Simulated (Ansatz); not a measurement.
# SiPb: energy less free atoms and pressure against volume per atom

All results are calculated (Ansatz 0.2.0). Periodic Kohn-Sham DFT of a crystal at fixed atoms; pressure and stress are positive in compression; the energy is the free energy less that of spherical unpolarised free atoms; site moments are those in the method's own spheres, positive along +z.

Cell of the first row (space group Fm-3m, No. 225):
```
CELL_PARAMETERS angstrom
0.00000 2.89120 2.89120
2.89120 0.00000 2.89120
2.89120 2.89120 0.00000
ATOMIC_POSITIONS crystal
Pb 0.00000 0.00000 0.00000
Si 0.50000 0.50000 0.50000
```

Settings of every row: method all-electron LAPW; functional PBE; relativity scalar; k mesh 13x13x13; filling fermi-dirac; smearing width 0.05 eV; basis error target 0.25 meV/atom; nucleus gaussian.

Atom start moment: 0 on all atoms.

Limits: no spin-orbit coupling on heavy atoms; the cell comes from a prototype or a list of computed structures and needn't be the stable phase.

```csv
row,volume per atom (Å³),energy less free atoms (eV/atom),pressure (GPa)
1,24.167,-3.9329,2.307
2,24.67,-3.9382,1.086
3,25.174,-3.9399,-0.003
4,25.677,?,?
5,26.181,-3.9339,-1.839
```

Question: what energy less free atoms and pressure should row 4 give?

Worked fit of energy less free atoms. Take u = (V_r/V)^(2/3) − 1 with V_r = 24.922 Å³ an atom, which is twice the finite (Eulerian) strain; such expansions in the strain, on which the Birch-Murnaghan equation of state is built, carry the rest volume and the bulk modulus. The shown rows have u = 0.02072, 0.0068, -0.00668, -0.03232. Least squares give energy less free atoms = −3.93948 + 0.1259 × u + 9.235 × u² eV/atom; a straight line predicts inner rows, each left out in turn, worse (root mean square 0.0041 against 1.4e-05 eV/atom). All shown rows lie on it to the printed digit. Its lowest point lies at u = -0.0068, or V = 25.18 Å³ an atom, and the curvature there gives the bulk modulus at fixed shape and fractions, B = (4/9)(1 + u)² E″(u)/V = 51.5 GPa. The withheld row has u = -0.0197, so the fit gives −3.93948 + 0.1259 × (-0.0197) + 9.235 × (-0.0197)² = -3.9384 eV/atom.

The calculation gave -3.9383 eV/atom. The fit lies 0.0001 eV/atom (1.4 % of the column's range) below it, one unit of the last digit.

Worked fit of pressure. Take u = (V_r/V)^(2/3) − 1 with V_r = 24.922 Å³ an atom, which is twice the finite (Eulerian) strain; such expansions in the strain, on which the Birch-Murnaghan equation of state is built, carry the rest volume and the bulk modulus. The shown rows have u = 0.02072, 0.0068, -0.00668, -0.03232. Least squares give pressure = 0.5259 + 80.947 × u + 240.81 × u² GPa; a straight line predicts inner rows, each left out in turn, worse (root mean square 0.11 against 0.0029 GPa). The rows lie off it by 0.000, -0.001, 0.001, 0.000. The pressure vanishes at u = -0.0066, or V = 25.17 Å³ an atom, and there the bulk modulus at fixed shape and fractions is B = −V dP/dV = (2/3)(1 + u) dP/du = 51.5 GPa. The withheld row has u = -0.0197, so the fit gives 0.5259 + 80.947 × (-0.0197) + 240.81 × (-0.0197)² = -0.975 GPa.

The calculation gave -0.973 GPa. The fit lies 0.002 GPa (0.048 % of the column's range) below it; its largest miss of a shown row is 0.001 GPa.
